# Appendix. Absence of phase transitions in one-dimensional systems with finite-range forces

## A.1 Premises

A phase transition means here a point at which the free energy per site of the infinite system fails to be a real-analytic function of temperature and of the coupling parameters. We write $\beta=1/k_BT$ and treat two classes of systems.

**(L) Lattice chains.** Each site $i$ carries a variable $s_i$ with $q<\infty$ values, and
$$H=\sum_i \Phi(s_i,s_{i+1},\dots,s_{i+r}),$$
with a finite range $r\ge1$ and a function $\Phi$ that is the same for all $i$ and finite for every argument.

**(C) Hard rods.** Classical particles on a line interact through a pair potential $\phi(y)$ with $\phi=+\infty$ for $y<\sigma$ (where $\sigma>0$), $\phi$ bounded and measurable on $[\sigma,R)$, and $\phi=0$ for $y\ge R$.

Both reduce to an integral operator whose kernel is bounded above and below by positive constants. The lemma of A.3 covers both. For matrices it is the theorem of Perron (1907), extended by Frobenius (1912); for kernels it is the content of Jentzsch's theorem (1912) in the form needed here.

## A.2 Blocked transfer matrix

Take $nr$ sites and group them into blocks $x_k=(s_{(k-1)r+1},\dots,s_{kr})$, $k=1,\dots,n$. A term $\Phi$ that starts in block $k$ ends at most $r$ sites later, hence in block $k+1$. For $x=(s_1,\dots,s_r)$ and $x'=(s_{r+1},\dots,s_{2r})$ define
$$W(x,x')=\sum_{j=1}^{r}\Phi(s_j,\dots,s_{j+r}),\qquad A(x,x')=e^{-\beta W(x,x')} .$$
Every term of $H$ is counted once in $\sum_k W(x_k,x_{k+1})$. With periodic closure $Z_n=\operatorname{Tr}A^n$. With free or fixed ends $Z_n=\sum_x\alpha(x)\,(A^{n-1}\omega)(x)$, where the end weights $\alpha,\omega$ are positive. Any block may follow any other at finite cost, so all $q^r\times q^r$ entries obey $0<m\le A\le M$, with
$$\delta\equiv m/M=e^{-\beta\Delta W},\qquad \Delta W=\max W-\min W .$$
The site-to-site matrix $\mathcal T$, with entry $e^{-\beta\Phi(s_1,\dots,s_{r+1})}$ from $(s_1,\dots,s_r)$ to $(s_2,\dots,s_{r+1})$ and zero otherwise, has zeros for $r\ge2$. After $r$ steps the final block is arbitrary and the path to it is unique, so $\mathcal T^{\,r}=A$.

## A.3 Lemma on positive kernels

Let $\mu$ be a finite nonzero measure on a set $X$, let $0<m\le A(x,y)\le M$, and let $(Af)(x)=\int A(x,y)f(y)\,\mu(dy)$ act on bounded complex functions with the supremum norm. For a matrix, $\mu$ is the counting measure. Put $\delta=m/M$ and $\operatorname{osc}f=\sup_{x,y}|f(x)-f(y)|$.

**Step 1: contraction.** For a bounded $g$ with positive lower bound define the averaging operator
$$(P_gf)(x)=\frac{\int A(x,y)g(y)f(y)\,\mu(dy)}{\int A(x,y)g(y)\,\mu(dy)} .$$
Its kernel is at least $m\,g(y)/(M\int g\,d\mu)$. Hence $P_g=\delta\,\Pi+(1-\delta)Q$, where $\Pi f=\int gf\,d\mu/\int g\,d\mu$ is a constant and $Q$ has a non-negative kernel of unit weight. Since
$$(Qf)(x)-(Qf)(x')=\iint Q(x,dy)\,Q(x',dy')\,[f(y)-f(y')],$$
we have $\operatorname{osc}Qf\le\operatorname{osc}f$, and so
$$\operatorname{osc}P_gf\le(1-\delta)\operatorname{osc}f .$$

**Step 2: positive eigenfunction.** Let $g_n=A^n1$ and $\rho_n=g_{n+1}/g_n$. Then $\rho_{n+1}=A(g_n\rho_n)/Ag_n=P_{g_n}\rho_n$. Averaging makes the intervals $[\inf\rho_n,\sup\rho_n]$ nested, and Step 1 shrinks their length as $(1-\delta)^n$. They close on a number $\Lambda_0\ge\inf\rho_0\ge m\mu(X)>0$, with $|\rho_n-\Lambda_0|\le(1-\delta)^n\operatorname{osc}\rho_0$. The series $\sum_k|\ln(\rho_k/\Lambda_0)|$ converges uniformly, so $g_n/\Lambda_0^n=\prod_{k<n}(\rho_k/\Lambda_0)$ tends uniformly to a function $v$ bounded above and below by positive constants, and $Av=\Lambda_0v$.

**Step 3: simplicity and gap.** Let $P=P_v$, that is $Pf=A(vf)/(\Lambda_0v)$, so that $A$ is similar to $\Lambda_0P$ and $P1=1$. The values of $P^{n+k}f$ are averages of those of $P^nf$, which lie in a set of diameter $(1-\delta)^n\operatorname{osc}f$. Thus $P^nf$ tends uniformly to a constant $\pi(f)$. The functional $\pi$ is linear and positive, with $\pi(1)=1$ and $\pi(Pf)=\pi(f)$. The rank-one projection $Ef=\pi(f)1$ satisfies $PE=EP=E$, so $R=P-E$ has $RE=ER=0$ and
$$R^n=P^n-E,\qquad \|R^n\|\le2(1-\delta)^n\quad(n\ge1).$$
Multiplication by $\zeta-P$ verifies that
$$(\zeta-P)^{-1}=\frac{E}{\zeta-1}+\frac{1-E}{\zeta}+\sum_{n\ge1}\frac{R^n}{\zeta^{n+1}},$$
which converges for $|\zeta|>1-\delta$, $\zeta\neq1$. The pole at $\zeta=1$ is simple and its residue has rank one. Therefore $\Lambda_0$ is an algebraically simple, isolated eigenvalue of $A$, and the largest modulus $|\Lambda_1|$ in the rest of the spectrum obeys $|\Lambda_1|\le(1-\delta)\Lambda_0$.

**Step 4: analyticity.** Let $A(z)$ depend on parameters $z$ through a power series that converges in operator norm near a real point $z_0$, and let it meet the premises for real $z$. Let $\Gamma$ be the circle of radius $\delta\Lambda_0/4$ about $\Lambda_0=\Lambda_0(z_0)$. On the closed set consisting of $\Gamma$ and of the points outside it with $|\zeta|\ge(1-\delta/2)\Lambda_0$ the resolvent of $A(z_0)$ is bounded, by Step 3. For $z$ near $z_0$ the Neumann series in $A(z)-A(z_0)$ then shows that the resolvent of $A(z)$ exists on this set and is analytic in $z$. The projection
$$E(z)=\frac{1}{2\pi i}\oint_\Gamma(\zeta-A(z))^{-1}d\zeta$$
is analytic as well. Once $\|E(z)-E(z_0)\|<1$, a function $f=E(z)f$ with $E(z_0)f=0$ satisfies $f=[E(z)-E(z_0)]f$ and vanishes, so $E(z_0)$ is one-to-one on the range of $E(z)$, which thus has dimension at most one; it is nonzero by continuity. The single eigenvalue inside $\Gamma$ is
$$\Lambda(z)=\frac{\pi[v^{-1}A(z)E(z)v]}{\pi[v^{-1}E(z)v]},$$
with $\pi,v$ taken at $z_0$. The denominator is 1 at $z_0$, so $\Lambda(z)$ is analytic. It exceeds in modulus all other spectral points, which lie in $|\zeta|<(1-\delta/2)\Lambda_0$, and so it equals $\Lambda_0(z)$ for real $z$.

## A.4 Free energy and correlation length of the chain

There are constants with $c_1v\le\omega\le c_2v$, and $A$ preserves order, so $Z_n$ lies between $c_1$ and $c_2$ times $\Lambda_0^{n-1}\sum_x\alpha v$. For periodic closure $\operatorname{Tr}A^n=\sum_{x,y}A^{n-1}(x,y)A(y,x)$ lies between $m$ and $M$ times the free-end sum with $\alpha=\omega=1$. The constants drop out of $n^{-1}\ln Z_n$, and for all these boundary conditions
$$f=-\lim_{n\to\infty}\frac{k_BT}{nr}\ln Z_n=-\frac{k_BT}{r}\ln\Lambda_0 .$$
The entries $e^{-\beta W}$ are entire in $\beta$ and in any coupling or field on which $W$ depends linearly. By Step 4, $\Lambda_0$ is analytic at every finite real $\beta$, and $\Lambda_0>0$ makes the logarithm analytic. Hence $f$ is analytic for all $T>0$.

In terms of $\mathcal T$: it commutes with $A$, so $\mathcal Tv$ is an eigenvector of $A$ for the simple eigenvalue $\Lambda_0$, and $\mathcal Tv=\lambda_0v$ with $\lambda_0\ge0$ and $\lambda_0^r=\Lambda_0$. The eigenvalues of $A$ are the $r$-th powers of those of $\mathcal T$, with multiplicity, so $\lambda_0$ is simple, all others are smaller in modulus, and $f=-k_BT\ln\lambda_0$ per site.

Take functions $F,G$ of blocks $k$ and $k+n$. Their average is proportional to $\sum\alpha\,A^{j}[F\,A^n(G\,A^{l}\omega)]$. Step 3 gives $A^l\omega/\Lambda_0^l=vP^l(\omega/v)\to v\,\pi(\omega/v)$ and $\sum\alpha A^jh/\Lambda_0^j\to\pi(h/v)\sum\alpha v$. After normalisation, with both ends far away, $\langle F_kG_{k+n}\rangle=\pi(FP^nG)$ and $\langle F\rangle=\pi(F)$, whatever the end weights. The infinite chain is a stationary Markov chain of blocks, and
$$\langle F_kG_{k+n}\rangle-\langle F\rangle\langle G\rangle=\pi(F\,R^nG).$$
Because $\|R^n\|^{1/n}\to|\Lambda_1|/\Lambda_0$, no correlation decays more slowly than at the rate $1/\xi$ per site, where
$$\xi=\frac{r}{\ln(\Lambda_0/|\Lambda_1|)}=\frac{1}{\ln(\lambda_0/|\lambda_1|)}\le\frac{r}{-\ln(1-\delta)}\le r\,e^{\beta\Delta W}<\infty .$$
The last step uses $-\ln(1-\delta)\ge\delta$. The matrix need not be symmetric. A complex $\lambda_1$ gives oscillating decay, a Jordan block adds a power of $n$ as prefactor, and observables with no overlap on $\lambda_1$ decay faster. The theorem gives $\xi<\infty$, but not that $\xi$ is analytic, since $\lambda_1$ may cross or merge with other eigenvalues.

## A.5 Hard rods: van Hove's theorem

The hard core keeps the order of the rods fixed. Use the gaps $y_i\in[\sigma,\infty)$ between successive centres, $i=1,\dots,N$, at constant pressure $p>0$ (a force, in one dimension). With $L=\sum y_i$, $s=\beta p$ and the thermal wavelength $\lambda_T$,
$$\Xi_N=\lambda_T^{-N}\int\prod_i dy_i\;e^{-sL-\beta U},\qquad g_N=-\frac{k_BT}{N}\ln\Xi_N .$$
The $k$-th neighbour is at least $k\sigma$ away. Choose an integer $r\ge1$ with $(r+2)\sigma\ge R$, so that only neighbours up to $k=r+1$ interact. Then $U=\sum_i\Phi(y_i,\dots,y_{i+r})$ with $\Phi=\sum_{k=1}^{r+1}\phi(y_i+\dots+y_{i+k-1})$, truncated at the right end. This is a chain of type (L) with a continuous site variable. The infinite core energy has become the boundary of the state space, and $|W|\le r(r+1)\sup|\phi|$ on all of $X=[\sigma,\infty)^r$. With $|x|$ the sum of the gaps in a block, the measure $\mu(dx)=e^{-s|x|}d^rx$ has the finite mass $(e^{-s\sigma}/s)^r$, so Steps 1 to 3 apply with $\delta=e^{-\beta\Delta W}$, where $\Delta W=\sup W-\inf W$.

For Step 4, expand $e^{-\beta W}e^{-s|x|}$ about $(\beta_0,s_0)$. The operator series is bounded in norm by $e^{(\beta_0+|\beta-\beta_0|)\sup|W|}\int e^{-(s_0-|s-s_0|)|x|}d^rx$, which is finite for $|s-s_0|<s_0$. The bounds of A.4 carry over with integrals for sums, and the Gibbs energy per rod,
$$g(T,p)=k_BT\ln\lambda_T-\frac{k_BT}{r}\ln\Lambda_0(\beta,\beta p),$$
is analytic for $T>0$, $p>0$. The $g_N$ are concave in $p$ and converge to a differentiable limit, so the length per rod is $\ell=\partial g/\partial p=\lim\langle L\rangle/N$.

Analyticity in the density requires $\partial\ell/\partial p\ne0$. We have $-\partial_p^2g_N=\beta\operatorname{Var}(L)/N$. Let $N=nr$ and fix the even blocks. The odd blocks are then independent, and $\operatorname{Var}(L)$ is at least the mean of the sum of their conditional variances. An interior block has conditional density proportional to $e^{-s|x|}e^{-\beta[W(x_-,x)+W(x,x_+)]}$, which lies within the factors $e^{\pm2\beta\Delta W}$ of the normalised density proportional to $e^{-s|x|}$. The latter gives $|x|$ the variance $r/s^2$. A variance is the minimum over $c$ of the mean of $(|x|-c)^2$, so the conditional variance is at least $e^{-2\beta\Delta W}r/s^2$. There are at least $n/2-2$ interior odd blocks. Thus $g_N-c_N\ln p$ is concave in $p$ with $c_N\to\frac12k_BTe^{-2\beta\Delta W}$, concavity survives the limit, and
$$-\frac{\partial\ell}{\partial p}\ge\frac{k_BT}{2p^2}\,e^{-2\beta\Delta W}>0 .$$
The same comparison puts $\ell-\sigma$ within the factors $e^{\pm2\beta\Delta W}$ of $k_BT/p$, so $\ell$ sweeps all of $(\sigma,\infty)$. The analytic inverse function theorem gives an analytic $p(\ell,T)$, and the Legendre transform $f=g-p\ell$ is analytic in $T$ and $\ell$. Its identification with the canonical free energy is the standard equivalence of ensembles for such potentials, which is assumed here. This is the result of van Hove (1950). For $\phi=0$ beyond the core, $r=1$ and $\Lambda_0=e^{-s\sigma}/s$, whence $\ell=-\partial_s\ln\Lambda_0=\sigma+k_BT/p$, the Tonks equation of state.

## A.6 The $J_1$–$J_2$ chain of stacking sequences

In SiC each Si–C bilayer sits at one of three lateral positions A, B, C, different from that of the bilayer below. Let $s_i=+1$ for a cyclic step (A→B→C→A) and $s_i=-1$ otherwise. Rotation of the crystal by $180^\circ$ about the stacking axis reverses all $s_i$, so only even terms occur:
$$H=-J_1\sum_is_is_{i+1}-J_2\sum_is_is_{i+2}.$$
The polytypes 3C, 2H, 4H and 6H are the periodic sequences $+$, $+-$, $++--$ and $+++---$, with energies per layer $-J_1-J_2$, $J_1-J_2$, $J_2$ and $(J_2-J_1)/3$. For $J_2<0$ and $0<J_1<2|J_2|$ the 4H value is the lowest of these.

Here $r=2$, and with $K_i=\beta J_i$,
$$(\mathcal Tf)(s_1,s_2)=\sum_{s_3}e^{K_1s_1s_2+K_2s_1s_3}f(s_2,s_3).$$
Put $\tau=s_1s_2$ and $\tau'=s_2s_3$, so that $s_1s_3=\tau\tau'$; $\tau=+1$ marks a cubic and $\tau=-1$ a hexagonal layer. On functions $f=u(\tau)$, even under reversal, $\mathcal T$ acts as the $2\times2$ matrix $e^{K_1\tau+K_2\tau\tau'}$, with trace $2e^{K_2}\cosh K_1$ and determinant $2\sinh2K_2$. On odd functions $f=s_1u(\tau)$, the relation $s_2=s_1\tau$ gives the matrix $\tau e^{K_1\tau+K_2\tau\tau'}$, with trace $2e^{K_2}\sinh K_1$ and determinant $-2\sinh2K_2$. The eigenvalues are
$$\lambda_\pm=e^{K_2}\cosh K_1\pm\sqrt{e^{2K_2}\sinh^2K_1+e^{-2K_2}},$$
$$\mu_\pm=e^{K_2}\sinh K_1\pm\sqrt{e^{2K_2}\cosh^2K_1-e^{-2K_2}} .$$
The first radicand is strictly positive, so $\lambda_0=\lambda_+$ is analytic, as the theorem requires.

Let $K_2=-\kappa<0$. For $\cosh K_1<e^{2\kappa}$ the pair $\mu_\pm=|\mu|e^{\pm iQ}$ is complex, with $|\mu|^2=2\sinh2\kappa=\lambda_+|\lambda_-|$. Since $|\mu|<\lambda_+$, it follows that $|\lambda_-|<|\mu|$ and $|\lambda_1|=|\mu|$. Write $|\mu|=e^{-\kappa}w$ with $w=\sqrt{e^{4\kappa}-1}$, and $\lambda_+=e^{-\kappa}\big[\cosh K_1+\sqrt{\cosh^2K_1+w^2}\big]$. Then $\lambda_+/|\mu|=t+\sqrt{1+t^2}$ with $t=\cosh K_1/w$, that is
$$\sinh\frac1\xi=\frac{\cosh K_1}{\sqrt{e^{4\kappa}-1}},\qquad\cos Q=\frac{\sinh K_1}{\sqrt{e^{4\kappa}-1}} .$$
The correlation $\langle s_0s_n\rangle$ belongs to the odd sector and decays as $e^{-n/\xi}\cos(Qn+\varphi)$, with a constant phase $\varphi$. The correlation of $\tau$ is governed by $\lambda_-/\lambda_+$, alternates in sign, and has the length $\xi/2$, because $\lambda_+/|\lambda_-|=(\lambda_+/|\mu|)^2$. On the line $\cosh K_1=e^{2\kappa}$ the $\mu_\pm$ merge and turn real. There $Q$ vanishes and $\xi$ is not analytic, while $f$, which knows only $\lambda_+$, is smooth.

At low temperature $Q\to\pi/2$ (period four) and $\xi\simeq2e^{\beta\Delta}$ with $\Delta=2|J_2|-J_1$. This $\Delta$ is the energy, relative to 4H with the same number of layers, of one band of three equal signs among bands of two. Such a fault can sit at one place in every two layers, so its density is $\frac12e^{-\beta\Delta}$. Each fault shifts the pattern by a quarter period, so its mean contribution to the correlation is $\cos90^\circ=0$, and the decay rate equals the fault density.

## A.7 Numerical illustration

One spin stands for a whole bilayer, so $J_i=N_\perp j_i$, where $N_\perp$ is the number of SiC units in a layer and $j_i$ the coupling per unit. The chain describes a rod of finite cross-section with rigid layers.

The compiled lattice constants of 4H-SiC are $a=3.0805$ Å and $c=10.0848$ Å (listing of 2001, temperature not stated). They give the area per unit $A_0=\frac{\sqrt3}{2}a^2=8.218$ Å$^2$ and the layer spacing $d=c/4=2.5212$ Å, and enter only the conversion to lengths and areas. The other inputs are assumed: $T=2500$ K, a typical temperature of sublimation growth, with $k_BT=215.4$ meV; $j_1=2.0$ meV; $j_2=-1.9$ meV. Reversing one spin in 4H, which models a single Shockley fault, leaves the $J_1$ energy unchanged, because its two neighbours are opposite, and costs $4|J_2|$. The value of $j_2$ was chosen so that $4|j_2|/A_0=14.8$ mJ m$^{-2}$ reproduces the typical fault energy of about 15 mJ m$^{-2}$. The value of $j_1$ is fixed by nothing beyond its order of magnitude. Then $\Delta/N_\perp=1.8$ meV. In the table $D=\sqrt{4N_\perp A_0/\pi}$ is the diameter of a round rod, and all entries are computed from unrounded intermediates.

| $N_\perp$ | $D$ (nm) | $K_1$ | $\kappa$ | $\xi$ (layers) | $\xi d$ (nm) | $2\pi/Q$ (layers) |
|---|---|---|---|---|---|---|
| 100 | 3.2 | 0.928 | 0.882 | 3.97 | 1.00 | 4.54 |
| 300 | 5.6 | 2.785 | 2.646 | 24.4 | 6.16 | 4.11 |
| 1000 | 10.2 | 9.284 | 8.819 | $8.50\times10^3$ | $2.14\times10^3$ | 4.00 |

For $N_\perp=300$ the spectrum is $\lambda_+=14.684$, $\mu_\pm=0.573\pm14.083\,i$ with $|\mu|=14.095$, and $\lambda_-=-13.530$. As $T\to0$ the four eigenvalues, divided by $\lambda_+$, approach $1,\pm i,-1$, which mirror the four translates of the 4H pattern, and at any $T>0$ the first stays strictly ahead. The free energy is $-1.93$ meV per SiC unit, against $-1.9$ meV for perfect 4H. For the general bound, $W$ runs from $-2J_1$ to $2J_1+2|J_2|$ with these inputs, so $\Delta W/N_\perp=11.8$ meV, and at $N_\perp=100$ it gives $\xi\le478$: valid, but far from sharp.

These numbers are the model's. Three neglected effects rival $\Delta$. A change of $j_1$ by 0.5 meV changes $\xi$ at $N_\perp=1000$ by a factor of 10. A term $-J_3\sum s_is_{i+3}$ adds $3J_3$ to $\Delta$, so $j_3=-0.6$ meV would cancel it. The side walls of the rod with $N_\perp=300$ hold about $\pi D/a=57$ units per layer, and a wall-energy difference of 9.5 meV per such unit equals the whole of $\Delta$. As typical knowledge, SiC nanowires are mostly cubic with dense faults fixed during growth. Against that the model misses in kind: it puts the order in the 4H pattern and assumes that faults equilibrate.

## A.8 Range of validity

1. **Positive temperature.** As $T\to0$, $\delta\to0$ and $\xi$ may diverge; $T=0$ is outside the theorem. The level crossing of 4H, 6H and 3C at $J_1=2|J_2|$ is a singularity at $T=0$ only.
2. **Finite energies.** Forbidden configurations are allowed if some power of the transfer matrix is strictly positive, since A.3 then applies to that power. Without this the result can fail. A chain with a state of weight 1 and a state of weight $Ge^{-\beta\epsilon}$, with $G>1$ and $\epsilon>0$, in which the second may never follow the first, has a triangular matrix with these two eigenvalues. They cross at $k_BT=\epsilon/\ln G$, where $f$ has a kink if the left end admits the second state.
3. **Finite range.** The block construction needs $r<\infty$. Ferromagnetic Ising couplings that fall as $n^{-\alpha}$ with $1<\alpha<2$ do give a transition (Dyson 1969).
4. **State space.** The lemma needs a finite measure and a bounded $W$. Unbounded site variables without a confining weight, as for an interface bound to a wall, can have a discrete level that meets a continuum.
5. **Homogeneity.** Periodic couplings are covered by larger blocks. Random couplings are not covered. Couplings $J_i(T)$ that include vibrational free energy are covered if they are analytic in $T$.
6. **Finite cross-section.** A rod or strip of finite width on a lattice with finite-range forces is a chain of type (L), with or without rigid layers, and has no transition. The bounds are not uniform in the width. In the rigid-layer model a cross-section of 1 µm$^2$ has $N_\perp=1.22\times10^7$ and $\beta\Delta=1.02\times10^5$, so $\xi\simeq2e^{\beta\Delta}$ exceeds any crystal length. The limit of infinite length must be taken at fixed $N_\perp$. If the width grows with the length, the system is three-dimensional, the theorem is silent, and first-order transitions between bulk polytypes are not excluded.